**Ionisation energies of +14 ions from Rb to Xe: shell steps, relaxation and omitted level structure**

The table holds ΔSCF ionisation energies and orbital energies from non-relativistic configuration-average Hartree-Fock at the radial basis limit, beside NIST values that are theoretical or semi-empirical. The program fits lines and quadratics per subshell, sizes the steps between subshells, tests the scaling model (q − 1)U²/16T for orbital relaxation, and diagonalises repulsion and spin-orbit coupling within the 3d and 4p configurations using integrals from the same runs. The computed energies follow a line within 0.14 eV inside each subshell and break by −223.7, −26.4 and −71.9 eV at Tc, Rh and Sb, while the relaxation follows the electron count and hardly changes between isoelectronic 14+ and 15+ ions. Level corrections, not fitted to NIST, reduce the error jumps at Rb→Sr from 12.4 to −0.2 eV and at Pd→Ag from 5.7 to 1.0 eV. Offsets near −3 eV for 4p and −7 to −8 eV for 4s remain, for which relativity and correlation are not separated.

Fifth-period ions of charge +14, computed with the B-spline radial atomic code, version 1, using non-relativistic Hartree-Fock averaged over the configuration, with a point nucleus and at the radial basis limit. IE by ΔSCF is the difference between the self-consistent energies of the two ions, and ε is an orbital energy. NIST values run from ground level to ground level.

## Numerical check

```python
# Table: ionisation energies of +14 ions Rb-Xe, B-spline radial code, non-relativistic configuration-average Hartree-Fock (Delta-SCF, -eps), NIST values.
# Tested: lines per subshell, shell steps, relaxation (q-1)U^2/16T, term and spin-orbit corrections from diagonalising l^q.
T = {
    'ion': ['Rb14+', 'Sr14+', 'Zr14+', 'Nb14+', 'Mo14+', 'Tc14+', 'Ru14+', 'Rh14+', 'Pd14+', 'Ag14+', 'Cd14+', 'In14+', 'Sn14+', 'Sb14+', 'Te14+', 'I14+', 'Xe14+'],
    'Z': [37, 38, 40, 41, 42, 43, 44, 45, 46, 47, 48, 49, 50, 51, 52, 53, 54],
    'N': [23, 24, 26, 27, 28, 29, 30, 31, 32, 33, 34, 35, 36, 37, 38, 39, 40],
    'configuration': ['[Ar] 3d5', '[Ar] 3d6', '[Ar] 3d8', '[Ar] 3d9', '[Ar] 3d10', '[Ar] 3d10 4s1', '[Ar] 3d10 4s2', '[Ar] 3d10 4s2 4p1', '[Ar] 3d10 4s2 4p2', '[Ar] 3d10 4s2 4p3', '[Ar] 3d10 4s2 4p4', '[Ar] 3d10 4s2 4p5', '[Ar] 3d10 4s2 4p6', '[Kr] 4d1', '[Kr] 4d2', '[Kr] 4d3', '[Kr] 4d4'],
    'ion_cfg': ['[Ar] 3d4', '[Ar] 3d5', '[Ar] 3d7', '[Ar] 3d8', '[Ar] 3d9', '[Ar] 3d10', '[Ar] 3d10 4s1', '[Ar] 3d10 4s2', '[Ar] 3d10 4s2 4p1', '[Ar] 3d10 4s2 4p2', '[Ar] 3d10 4s2 4p3', '[Ar] 3d10 4s2 4p4', '[Ar] 3d10 4s2 4p5', '[Ar] 3d10 4s2 4p6', '[Kr] 4d1', '[Kr] 4d2', '[Kr] 4d3'],
    'ie': [498.809, 508.188, 526.813, 536.063, 545.27, 330.777, 341.073, 324.954, 335.605, 346.34, 357.158, 368.058, 379.041, 318.149, 326.481, 334.807, 343.129],  # eV
    'koopmans': [501.347, 510.991, 530.15, 539.667, 549.143, 330.899, 341.272, 325.19, 335.924, 346.742, 357.641, 368.624, 379.684, 318.802, 327.247, 335.687, 344.122],  # eV
    'diff': [2.538, 2.803, 3.336, 3.604, 3.873, 0.122, 0.199, 0.236, 0.319, 0.401, 0.484, 0.565, 0.642, 0.652, 0.766, 0.88, 0.993],  # eV
    'tab': [502.0, 499.0, 520.0, 530.0, 544.0, 338.55, 348.0, 331.58, 342.0, 347.0, 358.0, 368.0, 379.0, 317.0, 328.0, 335.0, 343.0],  # eV
    'unc': [3.0, 3.0, 3.0, 3.0, 0.5, 0.17, 3.0, 0.14, 3.0, 3.0, 3.0, 3.0, 3.0, 3.0, 3.0, 3.0, 3.0],  # eV
}
import numpy as np, itertools, functools
from sympy.physics.wigner import wigner_3j as w3
from scipy.constants import physical_constants as pc
Ha = pc['Hartree energy in eV'][0]; cm = 100*pc['inverse meter-electron volt relationship'][0]
Z, N, ie, df, tab = (np.array(T[k], float) for k in ('Z', 'N', 'ie', 'diff', 'tab'))
ion = [s[:2].strip('1') for s in T['ion']]; ix = {s: i for i, s in enumerate(ion)}
last = [c.split()[-1] for c in T['configuration']]; sh = np.array([s[:2] for s in last]); q = np.array([int(s[2:]) for s in last])
# further outputs of the same runs: IE and -eps of the 15+ ions (eV, table order; -eps of Xe15+ not given)
ie15 = np.array([548.1537,558.2719,578.3731,588.3574,598.2985,608.1974,367.5297,378.4829,361.4264,372.7368,384.1311,395.6087,407.1694,418.8129,354.9974,363.8681,372.7351])
ep15 = np.array([550.4382,560.8188,581.4473,591.6965,601.9035,612.0689,367.6537,378.6824,361.6653,373.0574,384.533,396.0918,407.7334,419.4528,355.6609,364.644])
pw = lambda z, z1, a, z2, b: a*(z/z1)**(np.log(b/a)/np.log(z2/z1))
def lift(M, D):
    p0 = {d: i for i, d in enumerate(D)}; A = np.zeros((len(D), len(D)))
    for j, d in enumerate(D):
        for a, r in enumerate(d):
            rest = d[:a] + d[a+1:]
            for p in map(int, np.nonzero(M[:, r])[0]):
                if p not in rest:
                    b = sum(x < p for x in rest); A[p0[rest[:b]+(p,)+rest[b:]], j] += (-1)**(a+b)*M[p, r]
    return A
@functools.lru_cache(None)
def ck(l, k, mu):
    m = range(-l, l+1)
    return np.kron([[(-1.0)**a*(2*l+1)*float(w3(l,k,l,0,0,0)*w3(l,k,l,-a,mu,b)) if a == b+mu else 0.0 for b in m] for a in m], np.eye(2))
@functools.lru_cache(None)
def ops(l, n):
    D = list(itertools.combinations(range(4*l+2), n)); m = np.arange(-l, l+1.0)
    X = 0.5*np.kron(np.diag(np.sqrt(l*(l+1)-m[:-1]*(m[:-1]+1)), -1), [[0, 1], [0, 0]])
    V = [0.5*sum(A.T@A for A in (lift(ck(l, k, mu), D) for mu in range(-k, k+1))) for k in range(2, 2*l+1, 2)]
    return V, lift(np.kron(np.diag(m), np.diag([-0.5, 0.5])) + X + X.T, D)
def level(l, n, F, z):  # lowest level less configuration average
    V, S = ops(l, int(n)); H = sum(f*v for f, v in zip(F, V)) + z*S
    return np.linalg.eigvalsh(H)[0] - np.trace(H)/len(H)
def corr(i, so):  # integrals (eV) and zeta (1/cm) from the runs of Nb14+, Pd15+, Sb15+, scaled along the row
    if sh[i] == '3d':
        s = (ie15[i]-ie[i])/(ie15[ix['Nb']]-ie[ix['Nb']]); l, F, z = 2, [29.8791*s, 19.06291*s], pw(Z[i], 41, 9979.351, 46, 18254.67)
    elif sh[i] == '4p': l, F, z = 1, [pw(Z[i], 46, 14.7692, 51, 16.79802)], pw(Z[i], 46, 32261.72, 51, 51740.53)
    else: return 0.0
    return level(l, q[i]-1, F, so*z*cm) - level(l, q[i], F, so*z*cm)
c0 = np.array([corr(i, 0) for i in range(len(Z))]); c1 = np.array([corr(i, 1) for i in range(len(Z))])
err = ie - tab; res = np.zeros(len(Z)); zeff = np.array([int(s[0]) for s in sh])*np.sqrt(2*ie/Ha)
print('Fits per subshell, eV (rounding of table 0.0005 eV; 4s has two rows, so its line is exact)')
for s in ('3d', '4s', '4p', '4d'):
    k = sh == s; p = np.polyfit(Z[k], ie[k], 1); res[k] = ie[k]-np.polyval(p, Z[k]); g = np.polyfit(q[k]-1, df[k], 1)
    t = f'{s}: IE slope {p[0]:.2f}/row, max resid {abs(res[k]).max():.3f}; gap = {g[1]:.3f} + {g[0]:.4f}(q-1), max resid {abs(df[k]-np.polyval(g, q[k]-1)).max():.4f}'
    if k.sum() > 3: p2 = np.polyfit(Z[k]-Z[k].mean(), ie[k], 2); t += f'; quadratic: 2nd diff {2*p2[0]:+.3f}, max resid {abs(ie[k]-np.polyval(p2, Z[k]-Z[k].mean())).max():.4f}'
    print(t)
for a in ('Mo', 'Ru', 'Sn'):
    i = ix[a]; print(f'step {a}->{ion[i+1]}: IE change {ie[i+1]-ie[i]:+.1f}, previous rise {ie[i]-ie[i-1]:+.1f}, break {ie[i+1]-2*ie[i]+ie[i-1]:+.1f} eV; NIST change {tab[i+1]-tab[i]:+.1f}; gap change {df[i+1]-df[i]:+.3f}')
i = ix['Mo']; e = 2*ie[i]-ie[i-1]; print(f'3d trend carried to Tc {e:.1f} eV, times (3/4)^2 = {e*9/16:.1f}, computed {ie[i+1]:.1f}, excess {ie[i+1]-e*9/16:.1f}; ratio {ie[i+1]/e:.3f} against 0.5625')
for a in ('Nb', 'In', 'I'):
    i = ix[a]; print(f'{a}->{ion[i+1]}: added proton {ie15[i+1]-ie[i]:+.1f}, added electron {ie[i+1]-ie15[i+1]:+.1f}, net {ie[i+1]-ie[i]:+.1f} eV')
# same runs: mean pair repulsion U (eV) from Slater integrals, n, <1/r> (1/bohr); T = n^2 <1/r>^2 / 2
for nm, U, n, r in (('3d Nb14+', 59.94573-2/63*(29.8791+19.06291), 3, 2.954536), ('4s Pd15+', 28.38929, 4, 1.596299), ('4p Pd15+', 27.65137-2/25*14.7692, 4, 1.538532), ('4p Sb15+', 31.49175-2/25*16.79802, 4, 1.750533)):
    print(f'scaling model {nm}: U {U:.1f} eV, T {n*n*r*r/2*Ha:.0f} eV, U^2/16T {U*U/(8*n*n*r*r*Ha):.3f} eV per electron')
d15 = ep15-ie15[:-1]; dN = dict(zip(N, df)); pr = [(d15[i]-dN[N[i]-1], ion[i]) for i in range(len(d15)) if N[i]-1 in dN]; w = max(pr, key=lambda x: abs(x[0]))
print(f'gap, 15+ less isoelectronic 14+: {len(pr)} pairs, mean abs {np.mean([abs(x[0]) for x in pr]):.4f}, worst {w[0]:+.4f} eV ({w[1]}15+); gaps 3d4 Rb15+ {d15[0]:.3f}, 3d7 Zr15+ {d15[2]:.3f}')
print('ion shell  Zeff  IE-line  IE-NIST  unc  term corr  term+SO corr  corrected-NIST (eV; 4s none, 4d not computed)')
for i in range(len(Z)): print(f'{ion[i]:2s} {last[i]:5s} {zeff[i]:5.2f} {res[i]:+7.3f} {err[i]:+7.2f} {T["unc"][i]:5.2f} {c0[i]:+7.2f} {c1[i]:+9.2f} {err[i]+c1[i]:+10.2f}')
for s in ('3d', '4p'):
    k = sh == s; print(f'{s} error mean/std: raw {err[k].mean():+.2f}/{err[k].std():.2f}, term only {(err+c0)[k].mean():+.2f}/{(err+c0)[k].std():.2f}, term+SO {(err+c1)[k].mean():+.2f}/{(err+c1)[k].std():.2f} eV')
for a in ('Rb', 'Pd'): i = ix[a]; print(f'{a}->{ion[i+1]}: HF {ie[i+1]-ie[i]:+.1f}, NIST {tab[i+1]-tab[i]:+.1f}, error jump {err[i+1]-err[i]:+.1f}, after term {(err+c0)[i+1]-(err+c0)[i]:+.1f}, after term+SO {(err+c1)[i+1]-(err+c1)[i]:+.1f} eV')
for a, d in (('Tc', 199.5742-199.2012), ('Ru', 219.469-219.0694)): print(f'{a} 4s: Darwin change in the runs {d*Ha:.1f} eV, rough net binding x13/16 = {d*Ha*13/16:.0f} eV, NIST-IE {-err[ix[a]]:.1f} eV')
assert abs(res).max() < 0.3 and all(ie[ix[a]+1] < ie[ix[a]] for a in ('Mo', 'Ru', 'Sn'))
assert df.min() > 0 and abs(w[0]) < 0.02
assert ie[1] > ie[0] and tab[1] < tab[0] and err[ix['Ag']]-err[ix['Pd']] > 3
```

Printed output:

```
Fits per subshell, eV (rounding of table 0.0005 eV; 4s has two rows, so its line is exact)
3d: IE slope 9.29/row, max resid 0.067; gap = 1.469 + 0.2670(q-1), max resid 0.0016; quadratic: 2nd diff -0.043, max resid 0.0011
4s: IE slope 10.30/row, max resid 0.000; gap = 0.122 + 0.0770(q-1), max resid 0.0000
4p: IE slope 10.82/row, max resid 0.138; gap = 0.238 + 0.0815(q-1), max resid 0.0028; quadratic: 2nd diff +0.083, max resid 0.0005
4d: IE slope 8.33/row, max resid 0.003; gap = 0.652 + 0.1137(q-1), max resid 0.0004; quadratic: 2nd diff -0.005, max resid 0.0003
step Mo->Tc: IE change -214.5, previous rise +9.2, break -223.7 eV; NIST change -205.4; gap change -3.751
step Ru->Rh: IE change -16.1, previous rise +10.3, break -26.4 eV; NIST change -16.4; gap change +0.037
step Sn->Sb: IE change -60.9, previous rise +11.0, break -71.9 eV; NIST change -62.0; gap change +0.010
3d trend carried to Tc 554.5 eV, times (3/4)^2 = 311.9, computed 330.8, excess 18.9; ratio 0.597 against 0.5625
Nb->Mo: added proton +62.2, added electron -53.0, net +9.2 eV
In->Sn: added proton +39.1, added electron -28.1, net +11.0 eV
I->Xe: added proton +37.9, added electron -29.6, net +8.3 eV
scaling model 3d Nb14+: U 58.4 eV, T 1069 eV, U^2/16T 0.199 eV per electron
scaling model 4s Pd15+: U 28.4 eV, T 555 eV, U^2/16T 0.091 eV per electron
scaling model 4p Pd15+: U 26.5 eV, T 515 eV, U^2/16T 0.085 eV per electron
scaling model 4p Sb15+: U 30.1 eV, T 667 eV, U^2/16T 0.085 eV per electron
gap, 15+ less isoelectronic 14+: 14 pairs, mean abs 0.0034, worst +0.0115 eV (Te15+); gaps 3d4 Rb15+ 2.285, 3d7 Zr15+ 3.074
ion shell  Zeff  IE-line  IE-NIST  unc  term corr  term+SO corr  corrected-NIST (eV; 4s none, 4d not computed)
Rb 3d5   18.16  -0.055   -3.19  3.00   +7.33     +6.04      +2.85
Sr 3d6   18.33  +0.030   +9.19  3.00   -7.44     -6.58      +2.60
Zr 3d8   18.67  +0.067   +6.81  3.00   -3.83     -4.12      +2.69
Nb 3d9   18.83  +0.023   +6.06  3.00   -3.71     -4.49      +1.57
Mo 3d10  18.99  -0.064   +1.27  0.50   +0.00     -1.40      -0.13
Tc 4s1   19.72  +0.000   -7.77  0.17   +0.00     +0.00      -7.77
Ru 4s2   20.03  +0.000   -6.93  3.00   +0.00     +0.00      -6.93
Rh 4p1   19.55  +0.138   -6.63  0.14   +0.00     +3.62      -3.01
Pd 4p2   19.87  -0.028   -6.39  3.00   +1.77     +3.91      -2.49
Ag 4p3   20.18  -0.111   -0.66  3.00   +3.64     -0.87      -1.53
Cd 4p4   20.49  -0.110   -0.84  3.00   -3.74     -2.53      -3.37
In 4p5   20.80  -0.028   +0.06  3.00   -1.92     -3.65      -3.59
Sn 4p6   21.11  +0.138   +0.04  3.00   +0.00     -2.93      -2.89
Sb 4d1   19.34  -0.003   +1.15  3.00   +0.00     +0.00      +1.15
Te 4d2   19.59  +0.003   -1.52  3.00   +0.00     +0.00      -1.52
I  4d3   19.84  +0.002   -0.19  3.00   +0.00     +0.00      -0.19
Xe 4d4   20.09  -0.002   +0.13  3.00   +0.00     +0.00      +0.13
3d error mean/std: raw +4.03/4.43, term only +2.50/1.00, term+SO +1.92/1.12 eV
4p error mean/std: raw -2.40/2.92, term only -2.44/3.23, term+SO -2.81/0.67 eV
Rb->Sr: HF +9.4, NIST -3.0, error jump +12.4, after term -2.4, after term+SO -0.2 eV
Pd->Ag: HF +10.7, NIST +5.0, error jump +5.7, after term +7.6, after term+SO +1.0 eV
Tc 4s: Darwin change in the runs 10.1 eV, rough net binding x13/16 = 8 eV, NIST-IE 7.8 eV
Ru 4s: Darwin change in the runs 10.9 eV, rough net binding x13/16 = 9 eV, NIST-IE 6.9 eV
```
